Visible light carries 2 to 3 eV per photon. The five singlet excitations of hydrogen fluoride shown here, computed with time-dependent density functional theory, need 10 to 15 eV, which is vacuum-ultraviolet light. They are listed in shuffled order, and the candidates are the state numbers 1 to 5, counted upwards in energy.

Singlet excited states of hydrogen fluoride (HF) in the gas phase, computed with PySCF 2.14.0 using linear-response time-dependent DFT without the Tamm–Dancoff approximation, at the ωB97X/def2-SVPD level and the GFN2-xTB geometry. The hole–electron pairs are natural transition orbitals, and the difference densities are unrelaxed. Candidates: 2, 4, 1, 5, 3.

```
row  excitation energy (eV)  oscillator strength  leading pair weight  hole electron distance (Å)  hole electron overlap
  A                  10.450                0.034                1.000                       1.202                  0.382
  B                  14.605                0.031                0.999                       1.095                  0.285
  C                  14.254                0.154                0.807                       1.013                  0.510
  D                  14.605                0.031                0.999                       1.095                  0.285
  E                  10.450                0.034                1.000                       1.202                  0.382
```

An excitation leaves a hole in the occupied orbitals and puts an electron into an empty one. The leading pair weight is the share of the excitation carried by its most important hole–electron pair. The distance separates the centres of the two clouds, and the overlap measures how far the clouds coincide.

(a) Which state number belongs to each row, and what symmetry does each level have?

Solution. The five rows form only three levels. A and E agree in every column and lie lowest, so they are states 1 and 2. C stands alone and is state 3. B and D agree again and are states 4 and 5. Within a pair nothing distinguishes the members, so their order is a coin toss.

The pairs follow from the shape of the molecule. In a linear molecule, a state with angular momentum about the axis comes twice, once for each sense of rotation. Light can lift a closed-shell molecule only to a state with no such angular momentum (Σ⁺) or with one unit of it (Π). All five rows have a non-zero oscillator strength, so the two pairs are Π levels and C is a Σ⁺ level.

(b) Which orbitals are involved, and why is C the brightest row?

Solution. The valence orbitals of HF are of two kinds. The σ orbitals, bonding and antibonding, have no angular momentum about the axis. The π orbitals, the two lone pairs on fluorine, have one unit. A Π excitation therefore joins one σ and one π orbital. A Σ⁺ excitation goes from σ to σ or from π to π.

For C the leading pair weight decides. A π→π excitation of Σ⁺ symmetry must use both π directions equally, so no single pair could carry more than half of it. In C one pair carries 0.81, so C is mainly σ→σ*, with a smaller admixture of other pairs.

For A and E the bonding picture decides. The lone pairs are the highest occupied orbitals and σ* is the lowest empty one, so the cheapest excitation should be π→σ*. B and D remain ambiguous: the electron may go from a lone pair to a higher σ orbital, or from the bonding σ orbital to an empty π orbital. Both give a Π level, and the columns do not choose between them.

Brightness depends on the excitation energy E and the transition dipole μ, which measures how strongly charge oscillates during the transition. In atomic units the oscillator strength f is

f = (2/3) E μ²

For C, E = 14.254/27.21 = 0.524, and with f = 0.154

μ = √(1.5 × 0.154 / 0.524) = 0.66

The same steps give 0.36 for A. This relation defines f and so tests nothing, but it separates the two factors: C is 4.5 times as strong as A mainly because μ² is 3.3 times as large, and only to a lesser degree because its energy is higher.

The larger dipole has a plausible chemical reason, which is argued here and not computed. The σ and σ* orbitals both spread over the two atoms, so their product places opposite charges at the two ends of the bond. A lone pair sits on fluorine, while σ* has much of its weight on hydrogen, so their product is small. The minor pairs of C may contribute to its dipole as well. For a comparison of whole levels the members of a pair must be added, and C is then 2.3 times as strong as the lower pair.

(c) Reveal the labels. What settles the ambiguous pair, and how far can each level be trusted?

Solution.

The rows with their labels:

```
row  excitation energy (eV)  oscillator strength  leading pair weight  hole electron distance (Å)  hole electron overlap
  1                  10.450                0.034                1.000                       1.202                  0.382
  2                  10.450                0.034                1.000                       1.202                  0.382
  3                  14.254                0.154                0.807                       1.013                  0.510
  4                  14.605                0.031                0.999                       1.095                  0.285
  5                  14.605                0.031                0.999                       1.095                  0.285
```

A is state 2, E is state 1, C is state 3, B is state 4 and D is state 5. The levels were sure; the order within each pair was not.

The orbitals of the same calculation settle the upper pair. Its main contribution leads from the lone pairs to the second-lowest empty orbital, which by the rule in (b) must be of σ type. The hole agrees: 6% of it lies on hydrogen in both pairs, against 15% in state 3, whose hole is mainly in the bonding orbital. States 4 and 5 thus keep the hole of states 1 and 2 and change the destination of the electron.

That destination is quite different, although the distance column hides it. The distances of the two pairs are similar, 1.2 and 1.1 Å, but the electron moves towards hydrogen in the lower pair and away from it in the upper one. Its share on hydrogen falls from 70% to 13%. This upper pair does not fit the reason given in (b) for the weakness of the lower one: hole and electron now both sit mainly on fluorine, yet μ² is only 0.65 times that of the lower pair. Sitting on different atoms thus cannot be the general reason why the Π levels are weaker than state 3. A large hole–electron distance is therefore no proof of charge transfer from fluorine to hydrogen; the direction is needed too. In the lower pair the distance also exceeds the bond length of 0.93 Å, and the hole sits almost wholly on fluorine, so the electron is centred beyond the hydrogen nucleus. The orbital called σ* here is thus probably more diffuse than the textbook antibonding orbital.

The energies are not equally safe. In this calculation an electron has enough energy to escape once the excitation energy exceeds 14.52 eV, the highest occupied orbital energy with its sign reversed. States 1 and 2 lie 4.1 eV below this threshold, state 3 only 0.3 eV below, and states 4 and 5 just above it. A level just above the threshold can be a piece of the continuum that the finite basis set has turned into a discrete state. It can also be a Rydberg state, a bound state with a widely spread electron, that comes out too high because the basis set has few diffuse functions. The data do not tell which, but in either case the energy and character may change with more diffuse functions. State 3 lies so close to the threshold that it may shift too; states 1 and 2 are the safest. The threshold itself is too low, since the measured ionisation energy is, as a rough recalled value, 16 eV.

In the lowest pair the excited electron is well bound, even though the lowest empty orbital has a positive energy. This says nothing about whether the excited molecule holds together. That orbital energy describes an extra electron added to a neutral molecule. An excited electron instead feels the hole it has left behind and is attracted by it. This is the standard reason why the excitation costs 10.45 eV while the orbital gap is 17.1 eV; the difference is a net result of all interactions, not the attraction alone.

Hydrogen fluoride serves as an etchant for silicon dioxide in chip making. For the isolated molecule, the lowest computed singlet absorption at fixed geometry falls near 119 nm, which says nothing about the etch rate. The printed output after this text lists the differences and ratios used here; no model was fitted.

The analysis program printed:

```
number of distinct energy levels: 3
gap from lower pair to single state (eV): 3.804
gap from single state to upper pair (eV): 0.351
summed oscillator strength of lower pair: 0.068
summed oscillator strength of upper pair: 0.062
strength of single state over summed strength of lower pair: 2.265
strength ratio of state 3 to state 1: 4.529
energy ratio of state 3 to state 1: 1.364
squared transition dipole ratio of state 3 to state 1: 3.321
strength ratio of state 4 to state 1: 0.9118
energy ratio of state 4 to state 1: 1.398
squared transition dipole ratio of state 4 to state 1: 0.6524
weight outside the leading pair in state 3: 0.193
HOMO-LUMO orbital gap (eV): 17.14
orbital gap less lowest excitation energy (eV): 6.694
bond length (angstrom): 0.93
wavelength of lowest vertical excitation (nm): 118.6
Position and brightness:
  row  energy below threshold (eV)  transition dipole (a.u.)  distance less bond length (angstrom)
    1                        4.071                    0.3644                                 0.272
    2                        4.071                    0.3644                                 0.272
    3                        0.267                    0.6641                                 0.083
    4                       -0.084                    0.2943                                 0.165
    5                       -0.084                    0.2943                                 0.165
Where hole and electron sit:
  row  hole share on H  electron share on H  shift towards H (angstrom)  electron extent (angstrom)
    1            0.062                0.699                       1.202                        1.51
    2            0.062                0.699                       1.202                        1.51
    3            0.151                0.657                       1.013                        1.73
    4            0.062                0.132                      -1.095                        1.87
    5            0.062                0.132                      -1.095                        1.87
```
